All four methods make Tb6+ easier to ionise than Tb5+. Exchange-only LDA gives 88 eV for Tb6+ after 99.5 eV for Tb5+, whereas the reference value rises from 90 to 108 eV. An ion that has already lost one more electron should hold the next one harder, so the Tb6+ row looks wrong. A hand estimate shows where the trouble probably lies.

Tb ions, B-spline radial atomic code, version 1: all-electron spin-free one-electron X2C, Fermi nucleus, radial basis limit, spherical atoms at highest spin (fractional occupations for the functionals). Ionisation energies (IE) are total-energy differences between the ground configurations NIST lists; * marks a further rearrangement. The last column estimates spin-orbit coupling (low j is l − 1/2).

```csv
species,Z,charge (e),electrons,configuration,electron removed from,NIST table (eV),kind of table value,stated uncertainty (eV),IE(LDA exchange-only) less table (%),IE(RPBE) less table (%),IE(r2SCAN) less table (%),IE(Hartree-Fock) less table (%),"Dirac-Fock IE, low j first less nl average (eV)"
Tb+,65,1,64,[Xe] 4f9 6s1,6s,11.513,semi-empirical,0.02,-1.82,1.50,0.23,-7.08,0.00
Tb2+,65,2,63,[Xe] 4f9,4f,21.82,semi-empirical,0.03,-2.76,3.78,-1.46,-22.98,-1.37
Tb3+,65,3,62,[Xe] 4f8,4f,39.33,semi-empirical,0.04,-0.52,3.45,0.14,-10.24,-1.68
Tb5+,65,5,60,[Kr] 4d10 4f7 5s2 5p5,5p*,90,theory,4,10.60,11.84,13.46,13.42,-2.22
Tb6+,65,6,59,[Kr] 4d10 4f8 5s2 5p3,4f,108,theory,5,-18.51,-16.90,-18.25,-21.43,-2.32
Tb7+,65,7,58,[Kr] 4d10 4f7 5s2 5p3,5p,125,theory,6,-1.04,-0.28,0.60,-0.46,-2.38
```

The estimate rests on repulsion within a compact shell. When an electron leaves, each of those that remain is repelled by one electron fewer, and their levels sink by an amount U. In a density-functional calculation the cost of removing an electron lies about midway between the depth of its level before and after it has gone. In exchange-only LDA the 4f level that is emptied lies 13.2 eV deep in Tb2+ and 29.7 eV deep in Tb3+. The midpoint is 21.5 eV, and the full calculation for Tb2+ gives 21.2 eV. Successive ionisation energies from one shell therefore rise by about U per unit of charge.

The bare repulsion between two 4f electrons is about 28 eV in Tb+ (RPBE orbitals) and larger in the higher ions, but the LDA 4f level sinks by only 16.5 eV. The other electrons contract when one leaves and screen part of the change, and the exchange potential changes as well.

The reference values for Tb2+ and Tb3+ differ by 17.5 eV, which fixes U. With q the charge of the ion before it is ionised, the same two rows give the 4f line, and Tb7+ fixes a 5p line of the same slope:

- 4f electron: ionisation energy ≈ 17.5 q − 13 eV
- 5p electron: ionisation energy ≈ 17.5 q + 2.5 eV

That one slope serves both shells is partly luck. The 5p shell is larger, so the bare repulsion of two 5p electrons is only about 17 eV. Less of it is screened away, and in LDA a 5p level sinks by 14.1 eV when a 5p electron leaves. In LDA the 5p steps come close to the slope of the rule only on average, because one of them is larger, as described below.

Tb6+ took no part in fixing the constants. Its listed configuration is 4f⁸ 5p³, and a 4f electron is removed. It has the same 4f⁸ shell as Tb3+ and three fewer 5p electrons, so the 4f line reaches it only because the loss of a 5p electron lowers the 4f level by a similar amount, 16.8 eV in LDA. The 4f line gives 17.5 × 6 − 13 = 92 eV, a few eV above the computed 85 to 90 eV and far below the reference value of 108 eV. The 5p line gives 17.5 × 6 + 2.5 = 107.5 eV. The calculations thus behave as the removal of a 4f electron should, while the reference value looks like the removal of a 5p electron.

Tb5+, also left out of the fit, tells the same story from the other side. Its listed step runs from 4f⁷ 5p⁵ to 4f⁸ 5p³: two 5p electrons leave and one electron enters 4f. The first 5p electron costs 17.5 × 5 + 2.5 = 90 eV and the second 107.5 eV, while the electron that enters 4f returns 92 eV. The total is 90 + 107.5 − 92 = 105.5 eV. The four methods give 100 to 102 eV, but the reference value is 90 eV, just what the first 5p electron costs alone.

Both rows make sense if the reference values belong to a Tb6+ ion with the configuration 4f⁷ 5p⁴. The rule puts 4f⁸ 5p³ higher by 105.5 − 90 = 15.5 eV, and an estimate from the LDA levels gives about 13 eV. Even 4f⁷ 5p⁴ need not be the lowest choice at this level: in LDA the majority-spin 4f level of Tb5+ lies 7.5 eV above the 5p level that would be emptied. An intermediate ion placed too high makes the step into it too dear and the step out of it too cheap. The sum of the two steps does not depend on that ion, and there the errors of 11 to 21% shrink to between 4 and 6%. This cancellation is a result of the calculations; that the reference values follow a 5p sequence is an inference. The sum still falls 8 to 11 eV short, more than the combined uncertainty of about 6 eV, and the spin-orbit estimate in the last column points to a sum lower still, by 4.5 eV, although it is reckoned from the configuration average and cannot simply be added to these highest-spin energies. If the inference holds, the misplaced intermediate ion is the largest part of the two errors, but not all of them. The listed configurations at the two ends, those of Tb5+ and Tb7+, do not cancel and need not be the lowest either: in LDA the 4f level of Tb4+ already lies 10.1 eV above the 5p level that is emptied to make Tb5+.

If Tb5+ and Tb6+ are both read as simple 5p removals, the rule meets all five rows from Tb2+ to Tb7+ within about 0.5 eV. That flatters it. Three constants were set by three of the rows, and the reference values for the two that remain are themselves theoretical, with uncertainties of 4 and 5 eV, as is the Tb7+ value that anchors the 5p line, with 6 eV. An error of about 5 eV is a fairer expectation for the 5p line. It also ignores the extra exchange energy of a half-filled 5p shell. In LDA, where the last three 5p electrons are parallel to each other and to the seven 4f electrons, the 5p steps are uneven: the estimated rise is 14.6 eV from Tb5+ to Tb6+ but 22.6 eV from Tb6+ to Tb7+, and the slope of the line is close to the average of such steps. The reference values rise by 18 and 17 eV and show no such jump, though their uncertainties are large enough to hide one.

The rule fails for Tb+, where the 4f line gives 4.5 eV against a reference value of 11.5 eV. The electron that leaves is a 6s electron, some four times farther out than 4f, and its departure lowers the 4f level by only about 7 eV. A diffuse shell needs its own slope and its own constant. The 4f line also holds only for an electron beyond the half-filled 4f⁷ shell, whose spin is opposed to the other seven. Nor can the rule choose the configuration: it prices a step only after one has said which electron moves.

The errors of the methods are also easier to remember in eV than in per cent. Hartree–Fock is too low by 5.0 eV for Tb2+ and 4.0 eV for Tb3+, yet the percentages are −23 and −10, mainly because the ionisation energy nearly doubles. In both ions the electron removed has its spin opposed to seven other 4f electrons. Hartree–Fock leaves out the correlation that keeps such electrons apart, so it binds the departing electron too weakly. Part of the Tb2+ error is multiplet structure instead: the calculation averages over the sextet terms of 4f⁹, and an estimate from Slater integrals puts the ground term ⁶H about 0.76 eV below their mean. The spherical functionals lack this term structure too. Exchange-only LDA has no correlation either, but misses by only 0.6 and 0.2 eV. Its approximate exchange must bind this electron too strongly by nearly the amount that correlation would add, so its success here is a cancellation of errors. Spin-orbit coupling is absent from all four methods. A rough estimate in LS coupling raises these two ionisation energies by 0.2 and 0.3 eV. The last column lowers them by 1.37 and 1.68 eV instead, but it fills j = l − 1/2 first, a poor picture of a 4f shell in which the repulsion between electrons outweighs spin-orbit coupling. With these parts missing, the ranking of LDA and r2SCAN in these rows should not be pressed.

The same reasoning carries over to gadolinium, with one change. Gd3+ has seven 4f electrons of parallel spin, so the next to leave gives up exchange with six others. The slope should be similar, but that step should lie several eV above the terbium line. Hartree–Fock should miss by less there, because the departing electron has no 4f partner of opposite spin.
